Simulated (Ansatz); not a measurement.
A series in temperature on C

Results calculated with Ansatz 0.2.0, not measured. Harmonic phonon free energy (zero-point part included), entropy and heat capacity at constant volume from interpolated force constants; periodic cell, basis, potentials, k mesh and filling as listed.

Structure of every row (space group Fd-3m, No. 227):
```
C
1.0
      0.0000     1.7834     1.7834
      1.7834     0.0000     1.7834
      1.7834     1.7834     0.0000
C
2
Direct
  0.00000 0.00000 0.00000
  0.25000 0.25000 0.25000
```

Settings of every row: functional PBE; dispersion D4; potentials PAW; wave cutoff 630 eV; density cutoff 2520 eV; k mesh 8x8x8; k shift 0x0x0; occupations fixed; smearing width 0 eV; spin none; SCF threshold exponent -9; phonon method finite displacements; phonon supercell 2x2x2; dipole term of polar modes left out.

Limits: small supercell for force constants; volume not checked for rest.

```csv
row,temperature (K),phonon entropy (k_B/atom),phonon free energy (meV/atom),phonon heat capacity (k_B/atom)
1,160,0.059,179.26,0.18
2,240,0.188,178.45,0.498
3,320,0.385,176.51,0.887
4,400,?,?,?
5,480,0.882,167.87,1.58
6,560,1.146,160.88,1.836
7,640,1.405,152.08,2.038
8,720,1.655,141.53,2.197
9,800,1.893,129.29,2.323
10,880,2.119,115.46,2.423
11,960,2.333,100.1,2.503
```

Question: what phonon entropy should row 4 give?

Worked fit of phonon entropy. Entropy rises as the heat capacity times the change of ln T, so take t = ln(T / 300 K). The shown rows have t = -0.6286, -0.2231, 0.0645, 0.47, 0.6242, 0.7577, 0.8755, 0.9808, 1.0761, 1.1632. Least squares give phonon entropy = 0.324 + 0.86917 × t + 0.73893 × t² k_B/atom; a straight line predicts inner rows, each left out in turn, worse (root mean square 0.19 against 0.013 k_B/atom). The rows lie off it by -0.011, 0.021, 0.002, -0.014, -0.008, -0.002, 0.004, 0.006, 0.004, -0.002 (root mean square 0.0095 k_B/atom). The slope at t = 0, 0.869 k_B/atom, estimates the heat capacity at 300 K. The withheld row has t = 0.2877, so the fit gives 0.324 + 0.86917 × (0.2877) + 0.73893 × (0.2877)² = 0.635 k_B/atom.

The calculation gave 0.623 k_B/atom. The fit lies 0.012 k_B/atom (1.9 % of the value, 0.53 % of the column's range) above it; its largest miss of a shown row is 0.021 k_B/atom.

The other values of row 4: phonon free energy 173.05 meV/atom; phonon heat capacity 1.261 k_B/atom.
